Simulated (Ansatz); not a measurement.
A series in volume scale on SrIrO3

All results are calculated (Ansatz 0.2.0). Free energy against uniform scaling of the volume at fixed shape and fractions; periodic cell, basis, potentials, k mesh and filling as listed.

The cell before it is scaled or strained (space group Pm-3m, No. 221):
```
CELL_PARAMETERS angstrom
3.99800 0.00000 0.00000
0.00000 3.99800 0.00000
0.00000 0.00000 3.99800
ATOMIC_POSITIONS crystal
Sr 0.00000 0.00000 0.00000
Ir 0.50000 0.50000 0.50000
O 0.50000 0.50000 0.00000
O 0.50000 0.00000 0.50000
O 0.00000 0.50000 0.50000
```

Settings of every row: functional PBEsol; dispersion none; potentials PAW; wave cutoff 500 eV; density cutoff 2000 eV; k mesh 6x6x6; k shift 0x0x0; occupations gaussian; smearing width 0.05 eV; spin none.

Limits: coarse k mesh, up to 40 meV an atom off; odd electron count without spin; no spin-orbit coupling, which can matter with elements this heavy; the cell comes from a prototype or a list of computed structures and needn't be the stable phase.

```csv
row,volume scale,V (Å³/atom),energy above lowest point (meV/atom),pressure (GPa)
1,0.94,12.014,2.7,3.93
2,0.96,12.27,0,-0.41
3,0.98,12.525,3.8,-4.26
4,1,12.781,13.4,-7.67
5,1.02,13.036,28.1,-10.7
6,1.04,13.292,?,?
7,1.06,13.548,70.6,-15.7
```

Question: what energy above lowest point and pressure should row 6 give?

Worked fit of energy above lowest point. Take u = (V_r/V)^(2/3) − 1 with V_r = 12.653 Å³ an atom, which is twice the finite (Eulerian) strain; such expansions in the strain, on which the Birch-Murnaghan equation of state is built, carry the rest volume and the bulk modulus. The shown rows have u = 0.03515, 0.0207, 0.0068, -0.00669, -0.01968, -0.04454. Least squares give energy above lowest point = 7.93 − 714.9 × u + 15860 × u² + 7138 × u³ meV/atom; a parabola predicts inner rows, each left out in turn, worse (root mean square 0.14 against 0.03 meV/atom). All shown rows lie on it to the printed digit. Its lowest point lies at u = 0.0222, or V = 12.24 Å³ an atom, and the curvature there gives the bulk modulus at fixed shape and fractions, B = (4/9)(1 + u)² E″(u)/V = 199 GPa. The withheld row has u = -0.03231, so the fit gives 7.93 − 714.9 × (-0.03231) + 15860 × (-0.03231)² + 7138 × (-0.03231)³ = 47.3 meV/atom.

The calculation gave 47.3 meV/atom. The fit meets it to the printed digit.

Worked fit of pressure. Take u = (V_r/V)^(2/3) − 1 with V_r = 12.653 Å³ an atom, which is twice the finite (Eulerian) strain; such expansions in the strain, on which the Birch-Murnaghan equation of state is built, carry the rest volume and the bulk modulus. The shown rows have u = 0.03515, 0.0207, 0.0068, -0.00669, -0.01968, -0.04454. Least squares give pressure = −6.018 + 254.01 × u + 822.7 × u² GPa; a straight line predicts inner rows, each left out in turn, worse (root mean square 0.52 against 0.01 GPa). The rows lie off it by 0.00, 0.00, -0.01, 0.01, 0.00, 0.00. The pressure vanishes at u = 0.0221, or V = 12.24 Å³ an atom, and there the bulk modulus at fixed shape and fractions is B = −V dP/dV = (2/3)(1 + u) dP/du = 198 GPa. The withheld row has u = -0.03231, so the fit gives −6.018 + 254.01 × (-0.03231) + 822.7 × (-0.03231)² = -13.37 GPa.

The calculation gave -13.38 GPa. The fit lies 0.01 GPa (0.051 % of the column's range) above it, one unit of the last digit.
